\section*{Notes: what moves the spin-polarisation energy of the Tl $6p_{1/2}$ electron?}

I take the $^2P_{1/2}$ state of Tl as one $p_{1/2}$ spinor (large component only) over a Kramers-paired background. I change the spin direction, the background and the spinor shape in turn, and compare noncollinear with collinear LSDA at frozen orbitals.

\subsection*{The functional}
With $\mathbf m=\psi^\dagger\boldsymbol\sigma\psi$ a number density, the local density matrix $\tfrac12(n+\mathbf m\cdot\boldsymbol\sigma)$ has eigenvalues $n_\pm=(n\pm|\mathbf m|)/2$. Inserting these into the energy per volume $e_{xc}(n_+,n_-)$ gives the potential $v_{xc}+\mathbf B_{xc}\cdot\boldsymbol\sigma$ with
\begin{equation}
\mathbf B_{xc}=\frac{\partial e_{xc}}{\partial|\mathbf m|}\,\frac{\mathbf m}{|\mathbf m|}
\end{equation}
in energy units. Only the scalars $n$ and $|\mathbf m|$ enter, so the energy is rotationally invariant. The collinear form replaces $|\mathbf m|$ by $m_e=\mathbf m\cdot\mathbf e$ for a fixed axis $\mathbf e$. I compute exchange only:
\begin{equation}
e_x=-Cn^{4/3}[1+g(\zeta)],\quad g=\frac{(1+\zeta)^{4/3}+(1-\zeta)^{4/3}}{2}-1=\frac29\zeta^2+\dots
\end{equation}
with $\zeta=|\mathbf m|/n$ or $m_e/n$, and $C=\frac34(3/\pi)^{1/3}e^2/4\pi\varepsilon_0=10.63$ eV\,\AA. The quantity I follow is $E_{\rm sp}=E_x[n,\mathbf m]-E_x[n,0]$.

\subsection*{The spinor and the scale}
Any member of the doublet is $\psi=\sqrt{\rho(r)}\,(\boldsymbol\sigma\cdot\hat{\mathbf r})\chi_{\mathbf u}$, where $\chi_{\mathbf u}$ has spin along $\mathbf u$ and $\rho=R^2/4\pi$. For $\mathbf u=\hat{\mathbf z}$ the angular part is $(Y_{10}/\sqrt3,\,-\sqrt{2/3}\,Y_{11})$. Pauli algebra gives
\begin{equation}
\mathbf m=\rho\,[2\hat{\mathbf r}(\hat{\mathbf r}\cdot\mathbf u)-\mathbf u],\qquad |\mathbf m|=\rho .
\end{equation}
The electron is fully polarised at every point, although $\int\mathbf m\,d^3r=-\mathbf u/3$.

My model takes $R\propto re^{-\kappa r}$ with $\langle r\rangle=5/2\kappa=1.9$ \AA, an approximate $6p_{1/2}$ radius, and a total density $n=\rho/\zeta_0$. Thus $\zeta_0=1/3$ stands for a $6s^2$ pair given the same radial shape. Then
\begin{equation}
E_{\rm sp}=-K\zeta_0^{-4/3}\langle g\rangle_\Omega,\qquad K=C\!\int\!\rho^{4/3}d^3r=\frac{0.418\,C}{\langle r\rangle}=2.34\ \text{eV}.
\end{equation}
Using $r^2e^{-\kappa r}$ at the same $\langle r\rangle$ raises $K$ by only 1.0 per cent.

\subsection*{Change 1: tilt $\mathbf u$ by $\beta$ from $\mathbf e$}
Reasoning: noncollinearly nothing can happen, since $|\mathbf m|=\rho$. Collinearly $|m_e|\le|\mathbf m|$, so binding is lost already at $\beta=0$. At $90^\circ$ the net projected spin $-\cos\beta/3$ vanishes, so I expect the energy to rise, but not to zero, because lobes of both signs survive.

Calculation: take $x$ along the bisector of $\mathbf u$ and $\mathbf e$ and $z$ normal to both, with $(x,y,z)$ the components of $\hat{\mathbf r}$. Then $m_e/\rho=x^2-y^2-z^2\cos\beta$. With $\langle x^4\rangle=1/5$ and $\langle x^2y^2\rangle=1/15$,
\begin{equation}
\langle (m_e/\rho)^2\rangle=\frac{4+3\cos^2\beta}{15}.
\end{equation}
To second order $E_{\rm sp}=-A\langle(m_e/\rho)^2\rangle$ with $A=\frac29K\zeta_0^{2/3}=0.25$ eV at $\zeta_0=1/3$. The collinear form keeps $7/15$ of the noncollinear $-A$ at $\beta=0$ and $4/15$ at $90^\circ$. The spurious barrier is $A/5=0.05$ eV, or $6\times10^{2}$ K, between states that are exactly degenerate.

\subsection*{Change 2: remove the background}
Reasoning: $|\mathbf B_{xc}|\approx\frac49C|\mathbf m|/n^{2/3}$ is diluted by paired density, so going from $\zeta_0=1/3$ to 1 should deepen everything. The second-order law puts the ratio of the two cases at $3^{-2/3}=0.48$. All higher coefficients of $g$ are positive and matter most at $\zeta_0=1$, so the true ratio should be smaller.

Calculation with the full $g$, in eV:
\begin{center}
\begin{tabular}{lcccc}
$\zeta_0$ & noncollinear & $\beta=0$ & $\beta=90^\circ$ & barrier\\
$1/3$ & $-0.25$ & $-0.12$ & $-0.07$ & $0.05$\\
$1$ & $-0.61$ & $-0.27$ & $-0.15$ & $0.12$
\end{tabular}
\end{center}
The noncollinear ratio is 0.42, below 0.48 as expected.

\subsection*{Change 3: an axial ligand field}
For the free atom a collinear calculation can relax to $\beta=0$ and hide the problem. A ligand on a molecular axis, now called $z$, mixes in $p_{3/2}$ with $|m_j|=1/2$. The doublet becomes $\sqrt\rho\,(\boldsymbol\sigma\cdot\mathbf w)\chi_{\mathbf u}$ with $\mathbf w=(qx,qy,pz)$. Writing $P=p^2$, $Q=q^2$, normalisation is $P+2Q=3$; $Q=1$ is $p_{1/2}$ and $Q=0$ is a pure $p_z$ orbital. Now $\mathbf m=\rho[2\mathbf w(\mathbf w\cdot\mathbf u)-\mathbf u w^2]$ and $|\mathbf m|=\rho w^2$, again independent of $\mathbf u$ and blind to $\mathbf e$.

Reasoning: with $\mathbf u$ optimised, orientation cannot matter at $Q=1$ (spherical) or $Q=0$ (spin decoupled from space), so the effect peaks between. For $\mathbf u=\mathbf e$ along the molecular axis the net spin is $1-4Q/3$, which passes through zero at $Q=3/4$. For $\mathbf u=\mathbf e$ perpendicular it is $-P/3$ and grows steadily in size. I predict that the perpendicular orientation lies lower.

Calculation, second order, $n$ kept spherical: $m_\parallel/\rho=Pz^2-Q(x^2+y^2)$ and $m_\perp/\rho=Q(x^2-y^2)-Pz^2$, so
\begin{equation}
\langle (m_\parallel/\rho)^2\rangle=\frac{3P^2-4PQ+8Q^2}{15},\qquad \langle (m_\perp/\rho)^2\rangle=\frac{3P^2+4Q^2}{15}.
\end{equation}
The choice $\mathbf u=\mathbf e$ is optimal. The average is a quadratic form in $\mathbf u$, diagonal in these axes by reflection symmetry, and the alternatives with $\mathbf u\perp\mathbf e$ give the smaller values $4PQ/15$ or $4Q^2/15$. Subtracting,
\begin{equation}
E_\parallel-E_\perp=\frac45A\,Q(1-Q)\ \ge 0 \qquad (0\le Q\le1),
\end{equation}
with a maximum of $A/5=0.05$ eV at $Q=1/2$. Restoring the anisotropy, $n=\rho(2+w^2)$, still gives 0.05 eV. This is the orientation dependence that no relaxation of $\mathbf u$ removes.

\subsection*{Change 4: an $s_{1/2}$ atom}
For a Cs-like spinor $\sqrt\rho\,\chi_{\mathbf u}$, $\mathbf m=\rho\mathbf u$. I expect and find that the collinear form at $\beta=0$ keeps the full energy instead of $7/15$, since $m_e=|\mathbf m|$.

\subsection*{What I left out}
Correlation rivals these effects. At $r=1.5$ \AA\ the model density for $\zeta_0=1/3$ corresponds to a Wigner--Seitz radius of 1.6 \AA, where electron-gas correlation typically cancels about 40 per cent of the exchange spin stiffness. At second order it changes only the radial prefactor, so $7/15$, $4/15$ and the $Q(1-Q)$ law for spherical $n$ stand, while $A$ falls to about 0.15 eV and both maxima $A/5$ to about 0.03 eV. Orbital relaxation and orbital currents are outside this frozen, spin-only treatment. All energies here are the model's. LSDA spin-polarisation energies of heavy group-13 atoms are typically 0.1 to 0.15 eV, so my exchange-only 0.25 eV overshoots by roughly a factor of two, and the correlation-scaled value sits at the upper edge; the more compact $6s$ shell and the $5d$ tail, both ignored here, also change the background.